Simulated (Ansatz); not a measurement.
# HgPd: the change of energy less free atoms and pressure with volume scale

Periodic Kohn-Sham DFT of a crystal at fixed atoms, scaled to volume_scale times the given cell; pressure positive in compression, energy less spherical unpolarised free atoms, largest_vzz the field gradient of largest size among the nuclei. The results are calculated, by Ansatz 0.2.0.

The cell before it is scaled or strained (space group P4/mmm, No. 123):
```
HgPd
1.0
      3.0300     0.0000     0.0000
      0.0000     3.0300     0.0000
      0.0000     0.0000     3.6920
Hg Pd
1 1
Direct
  0.00000 0.00000 0.00000
  0.50000 0.50000 0.50000
```

Settings of every row: method all-electron LAPW; functional PBEsol; relativity scalar; k mesh 11x11x9; filling fermi-dirac; smearing width 0.05 eV; basis error target 0.5 meV/atom; nucleus gaussian.

Atom start moment: 0 on all atoms.

Limits: no spin-orbit coupling on heavy atoms.

```csv
row,volume scale,V (Å³/atom),energy less free atoms (eV/atom),pressure (GPa)
1,0.94,15.931,-2.7298,10.875
2,0.96,16.27,-2.7483,6.769
3,0.98,16.609,-2.7588,3.176
4,0.99,16.778,-2.7613,1.553
5,1,16.947,-2.7621,0.035
6,1.01,17.117,?,?
7,1.02,17.287,-2.7592,-2.709
8,1.04,17.626,-2.7509,-5.103
9,1.06,17.965,-2.7378,-7.189
```

Question: what energy less free atoms and pressure should row 6 give?

Worked fit of energy less free atoms. Take u = (V_r/V)^(2/3) − 1 with V_r = 16.862 Å³ an atom, which is twice the finite (Eulerian) strain; such expansions in the strain, on which the Birch-Murnaghan equation of state is built, carry the rest volume and the bulk modulus. The shown rows have u = 0.03859, 0.02411, 0.01013, 0.00333, -0.00335, -0.01646, -0.02911, -0.04136. Least squares give energy less free atoms = −2.76189 + 0.1261 × u + 17.729 × u² + 14.5 × u³ eV/atom; a parabola predicts inner rows, each left out in turn, worse (root mean square 0.00023 against 4.1e-05 eV/atom). All shown rows lie on it to the printed digit. Its lowest point lies at u = -0.0036, or V = 16.95 Å³ an atom, and the curvature there gives the bulk modulus at fixed shape and fractions, B = (4/9)(1 + u)² E″(u)/V = 147 GPa. Letting shape and atoms relax would as a rule lower it, by much in layered, chain or molecular crystals. The withheld row has u = -0.00996, so the fit gives −2.76189 + 0.1261 × (-0.00996) + 17.729 × (-0.00996)² + 14.5 × (-0.00996)³ = -2.7614 eV/atom.

The calculation gave -2.7614 eV/atom. The fit meets it to the printed digit.

Worked fit of pressure. Take u = (V_r/V)^(2/3) − 1 with V_r = 16.862 Å³ an atom, which is twice the finite (Eulerian) strain; such expansions in the strain, on which the Birch-Murnaghan equation of state is built, carry the rest volume and the bulk modulus. The shown rows have u = 0.03859, 0.02411, 0.01013, 0.00333, -0.00335, -0.01646, -0.02911, -0.04136. Least squares give pressure = 0.7896 + 226.57 × u + 859.67 × u² + 1092 × u³ GPa; a parabola predicts inner rows, each left out in turn, worse (root mean square 0.017 against 0.004 GPa). The rows lie off it by -0.001, 0.002, 0.002, -0.001, -0.005, 0.003, 0.001, -0.001 (root mean square 0.0024 GPa). The pressure vanishes at u = -0.0035, or V = 16.95 Å³ an atom, and there the bulk modulus at fixed shape and fractions is B = −V dP/dV = (2/3)(1 + u) dP/du = 147 GPa. Letting shape and atoms relax would as a rule lower it, by much in layered, chain or molecular crystals. The withheld row has u = -0.00996, so the fit gives 0.7896 + 226.57 × (-0.00996) + 859.67 × (-0.00996)² + 1092 × (-0.00996)³ = -1.383 GPa.

The calculation gave -1.384 GPa. The fit lies 0.001 GPa (0.0055 % of the column's range) above it, one unit of the last digit.
